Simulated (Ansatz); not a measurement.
## BaSr₃: pressure against volume scale

Results calculated with Ansatz 0.2.0, not measured. Free energy against uniform scaling of the volume at fixed shape and fractions; periodic cell, basis, potentials, k mesh and filling as listed.

The cell before it is scaled or strained (space group Fm-3m, No. 225):
```
BaSr3
1.0
      0.0000     4.8750     4.8750
      4.8750     0.0000     4.8750
      4.8750     4.8750     0.0000
Ba Sr
1 3
Direct
  0.00000 0.00000 0.00000
  0.25000 0.25000 0.25000
  0.75000 0.75000 0.75000
  0.50000 0.50000 0.50000
```

Settings of every row: functional r2SCAN; dispersion none; potentials PAW; wave cutoff 500 eV; density cutoff 2000 eV; k mesh 4x4x4; k shift 0x0x0; occupations fermi dirac; smearing width 0.1 eV; spin none.

Limits: coarse k mesh, up to 40 meV an atom off; no spin-orbit coupling, which can matter with elements this heavy; the cell comes from a prototype or a list of computed structures and needn't be the stable phase.

```csv
row,volume scale,V (Å³/atom),pressure (GPa),energy above lowest point (meV/atom)
1,0.9,52.136,1.31,21.2
2,0.925,53.584,0.91,11.2
3,0.95,55.032,0.56,4.6
4,0.975,56.48,0.25,0.9
5,1,57.929,?,?
6,1.025,59.377,-0.28,1.4
7,1.05,60.825,-0.5,5
8,1.075,62.273,-0.7,10.4
9,1.1,63.722,-0.88,17.6
```

Question: what pressure should row 5 give?

Worked fit of pressure. Take u = (V_r/V)^(2/3) − 1 with V_r = 57.928 Å³ an atom, which is twice the finite (Eulerian) strain; such expansions in the strain, on which the Birch-Murnaghan equation of state is built, carry the rest volume and the bulk modulus. The shown rows have u = 0.07276, 0.05334, 0.03478, 0.01702, -0.01634, -0.03201, -0.04707, -0.06158. Least squares give pressure = −0.031 + 15.87 × u + 34.5 × u² GPa; a straight line predicts inner rows, each left out in turn, worse (root mean square 0.05 against 0.0033 GPa). All shown rows lie on it to the printed digit. The pressure vanishes at u = 0.0019, or V = 57.76 Å³ an atom, and there the bulk modulus at fixed shape and fractions is B = −V dP/dV = (2/3)(1 + u) dP/du = 10.7 GPa. The withheld row has u = -1e-05, so the fit gives −0.031 + 15.87 × (-1e-05) + 34.5 × (-1e-05)² = -0.03 GPa.

The calculation gave -0.03 GPa. The fit meets it to the printed digit.

The other values of row 5: energy above lowest point 0 meV/atom.
